Four atoms of Ta₃Ru share 23 valence electrons, and the density of states tells at which energies they sit. How does this density go on in the two lowest bins, at −4.75 and −4.55 eV?

Density of states of Ta₃Ru (Cmmm, four-atom primitive cell), computed with Ansatz 0.2.0 in scalar-relativistic LDA without spin polarisation, using PAW and a 420 eV plane-wave cutoff. Energies are relative to the Fermi level. Densities use the tetrahedron method on a 24×24×9 k mesh, averaged over 0.2 eV bins; orbital parts are Löwdin projections summed over sites.

```
energy (eV)  density of states total (states/eV/cell)  DOS Ta 5d (states/eV/cell)  DOS Ru 4d (states/eV/cell)  DOS Ta 6s (states/eV/cell)  DOS Ru 5s (states/eV/cell)
      -4.75                                         ?                           ?                           ?                           ?                           ?
      -4.55                                         ?                           ?                           ?                           ?                           ?
      -4.35                                     3.790                       1.370                       1.550                      0.5700                      0.2200
      -4.15                                     4.550                       1.680                       2.000                      0.5900                      0.1800
      -3.95                                     4.210                       1.740                       1.730                      0.5200                      0.1400
      -3.75                                     3.800                       1.770                       1.370                      0.4800                      0.1100
      -3.55                                     4.580                       2.180                       1.740                      0.4900                      0.0800
      -3.35                                     4.220                       1.830                       2.080                      0.2200                      0.0300
      -3.15                                     4.700                       2.250                       2.180                      0.1300                      0.0600
      -2.95                                     4.690                       2.050                       2.330                      0.1600                      0.0600
      -2.75                                     3.120                       1.500                       1.370                      0.1600                      0.0300
      -2.55                                     4.950                       2.570                       2.060                      0.2100                      0.0200
      -2.35                                     4.830                       2.250                       2.260                      0.2000                      0.0200
      -2.15                                     3.330                       1.820                       1.310                      0.0900                      0.0300
      -1.95                                     3.880                       2.430                       1.180                      0.1100                      0.0500
      -1.75                                     5.070                       3.330                       1.340                      0.1800                      0.0700
      -1.55                                     5.320                       3.790                       1.150                      0.1600                      0.0600
      -1.35                                     5.010                       3.590                       1.050                      0.1500                      0.0600
      -1.15                                     5.670                       4.020                       1.060                      0.2500                      0.1000
      -0.95                                     5.900                       4.020                       1.210                      0.3100                      0.1100
      -0.75                                     4.740                       3.300                       0.850                      0.2600                      0.1000
      -0.55                                     4.540                       3.230                       0.720                      0.2600                      0.0800
      -0.35                                     3.710                       2.520                       0.740                      0.1900                      0.0500
      -0.15                                     3.860                       2.330                       1.120                      0.1600                      0.0400
       0.05                                     4.100                       2.220                       1.470                      0.1400                      0.0700
       0.25                                     4.490                       2.500                       1.520                      0.1600                      0.1000
       0.45                                     4.000                       2.240                       1.300                      0.1600                      0.0700
       0.65                                     3.170                       1.770                       0.960                      0.1500                      0.0500
       0.85                                     2.840                       1.720                       0.690                      0.1300                      0.0400
       1.05                                     2.220                       1.330                       0.530                      0.1000                      0.0300
       1.25                                     2.270                       1.520                       0.460                      0.0700                      0.0200
       1.45                                     1.990                       1.390                       0.430                      0.0500                      0.0200
       1.65                                     2.090                       1.510                       0.430                      0.0500                      0.0200
       1.85                                     2.280                       1.760                       0.380                      0.0600                      0.0200
       2.05                                     2.650                       1.980                       0.500                      0.0600                      0.0300
       2.25                                     2.760                       2.110                       0.470                      0.0700                      0.0300
       2.45                                     2.870                       2.260                       0.410                      0.0700                      0.0300
       2.65                                     3.050                       2.420                       0.400                      0.0800                      0.0400
       2.85                                     4.490                       3.510                       0.580                      0.1500                      0.0800
       3.05                                     4.780                       3.980                       0.450                      0.1200                      0.1000
```

The picture needs two kinds of band. The d orbitals are compact and overlap less, so their many states crowd into a narrower range of energy. The s orbitals reach far and overlap strongly, so their few states spread over a wide band that starts well below the d states. Going down in energy, the tall d part must therefore end first and leave a low s floor.

In the stretch from −4.35 to −2.95 eV, the single Ru atom supplies about as much d density as the three Ta atoms together. Ru stands further along its d series than Ta, and along such a series the nuclear charge grows faster than its screening. The d level of Ru thus lies deeper, and the low-lying bonding states lean towards Ru. The s part, Ta 6s plus Ru 5s, is only 0.2 states/eV/cell at −3.15 eV but 0.8 at −4.35 eV: the s floor is coming into view.

From −1.95 to −0.35 eV the balance tips, and Ta 5d exceeds Ru 4d by more than a factor of two in every row. The curve is also jagged below about −2 eV, with a typical jump of 0.9 between neighbouring bins. Flat pieces of single bands can make such peaks and dips, and so can too coarse a k mesh, which was not tested. A smooth forecast cannot follow them, and spin–orbit coupling, left out here, could shift them.

The Fermi level closes the count, since the states above it are empty. Adding density times bin width from −4.45 eV up to this level gives 19.9 electrons. That leaves 23 − 19.9 = 3.1 electrons for everything deeper, the two unknown bins included.

Two limiting cases frame the forecast. If the density stayed at its recent average of 4.1, these electrons would be used up within 0.8 eV, far too soon for a wide s band, although two such bins alone would fit the count. If the d states stopped at once, only an s floor of about 0.9 would remain.

For a value in between, let the s band follow the free-electron law, with E the energy, E₀ the band bottom and A a constant set by the cell's volume:

D(E) = A √(E − E₀)

I put E₀ at −8.5 eV, a rough value recalled from similar metals, and also try half an eV more and less to see how much hangs on it. With −8.5 eV the law gives 0.95 at −4.35 eV, and the area below that energy is ⅔ × 0.95 × 4.15 = 2.63 electrons.

The rest of the density at −4.35 eV, 3.79 − 0.95 = 2.84, is taken to fall to zero along a straight line. Below the centre of this bin lie 3.10 + 0.1 × 3.79 = 3.48 electrons, so the d edge holds 3.48 − 2.63 = 0.85 of them. A triangle of that area and height is 2 × 0.85 / 2.84 = 0.60 eV wide. At −4.55 eV a third of it is gone:

2.84 × (1 − 0.20/0.60) + 0.93 ≈ 2.8

The last term is the s floor at that energy. The same steps give the second forecast:

−4.55 eV: 2.8 ± 1.2 states/eV/cell
−4.75 eV: 1.8 ± 1.2 states/eV/cell

The error bar joins the doubt about the band bottom with the usual jump between bins. The s part should stay at 0.8 ± 0.3 in both bins, a range set by judgement. The fall would then be a loss of d states, and the s share would rise.

The withheld rows as computed:

```
energy (eV)  density of states total (states/eV/cell)  DOS Ta 5d (states/eV/cell)  DOS Ru 4d (states/eV/cell)  DOS Ta 6s (states/eV/cell)  DOS Ru 5s (states/eV/cell)
      -4.75                                     3.240                       1.060                       1.120                      0.6800                      0.2900
      -4.55                                     3.330                       1.180                       1.260                      0.5600                      0.2500
```

At −4.55 eV the forecast is 0.5 too low, well inside its bar. At −4.75 eV it is 1.4 too low and fails, because the total hardly drops between the two bins. The flat continuation would have been about 0.8 too high in both bins, which is closer overall than the model.

The orbital make-up came out as expected. The s part is 0.81 and then 0.97, both within the stated range, and its share of the total rises. The d part does shrink, from 2.92 at −4.35 eV to 2.18 at −4.75 eV, but far more gently than the straight edge demanded.

The electron count shows that two assumptions gave way, the first being the s band. The two bins take up 1.3 electrons and leave 1.8 below −4.85 eV. The assumed s band alone would need more room there: it stands at 0.95 × √(3.65/4.15) = 0.89, with an area of ⅔ × 0.89 × 3.65 ≈ 2.2 electrons. So the deep s band holds fewer states than I gave it, and the d edge had more electrons to spend. A higher band bottom or fewer states per eV than free electrons have could each do this; which it is remains untested.

The second is the straight d edge. If the d part kept falling as it does between the two bins, by 0.26 a bin, it would reach zero 1.7 eV below −4.75 eV and take about 1.8 electrons on the way. Only 2.1 electrons lie below −4.75 eV, which would leave hardly any for the s band. The d part must therefore fall more steeply further down.

The count fixes how many electrons lie below the known bins, but their spread over energy depends on the depth of the s band and the form of the d edge. The output below gives the forecast for −4.55 eV with three band bottoms.

Printed output of the fit:

```
electrons per cell from -4.45 eV to the Fermi level: 19.9
electrons per cell missing below -4.45 eV: 3.101
free-electron density of states at -4.35 eV with bottom at -8.5 eV, states/eV/cell: 0.952
s part at -3.15 eV, states/eV/cell: 0.19
s part at -4.35 eV, states/eV/cell: 0.79
s share of the total at -4.35 eV, percent: 20.84
typical jump from bin to bin between -4.35 and -1.95 eV, states/eV/cell: 0.9224
flat continuation, mean of the four lowest known bins, states/eV/cell: 4.088
depth in eV over which a flat continuation uses up the missing electrons: 0.7587
forecast at -4.55 eV, states/eV/cell: 2.815
the same with the band bottom at -8.0 eV: 3.123
the same with the band bottom at -9.0 eV: 1.594
forecast at -4.75 eV, states/eV/cell: 1.839
error bar of either forecast, states/eV/cell: 1.198
computed total at -4.55 eV, states/eV/cell: 3.33
miss at -4.55 eV, forecast less computed: -0.5151
computed total at -4.75 eV, states/eV/cell: 3.24
miss at -4.75 eV, forecast less computed: -1.401
s and d parts of all bins:
    row  s part  d part
  -4.75    0.97    2.18
  -4.55    0.81    2.44
  -4.35    0.79    2.92
  -4.15    0.77    3.68
  -3.95    0.66    3.47
  -3.75    0.59    3.14
  -3.55    0.57    3.92
  -3.35    0.25    3.91
  -3.15    0.19    4.43
  -2.95    0.22    4.38
  -2.75    0.19    2.87
  -2.55    0.23    4.63
  -2.35    0.22    4.51
  -2.15    0.12    3.13
  -1.95    0.16    3.61
  -1.75    0.25    4.67
  -1.55    0.22    4.94
  -1.35    0.21    4.64
  -1.15    0.35    5.08
  -0.95    0.42    5.23
  -0.75    0.36    4.15
  -0.55    0.34    3.95
  -0.35    0.24    3.26
  -0.15     0.2    3.45
   0.05    0.21    3.69
   0.25    0.26    4.02
   0.45    0.23    3.54
   0.65     0.2    2.73
   0.85    0.17    2.41
   1.05    0.13    1.86
   1.25    0.09    1.98
   1.45    0.07    1.82
   1.65    0.07    1.94
   1.85    0.08    2.14
   2.05    0.09    2.48
   2.25     0.1    2.58
   2.45     0.1    2.67
   2.65    0.12    2.82
   2.85    0.23    4.09
   3.05    0.22    4.43
electrons per cell left below -4.85 eV after the reveal: 1.787
```
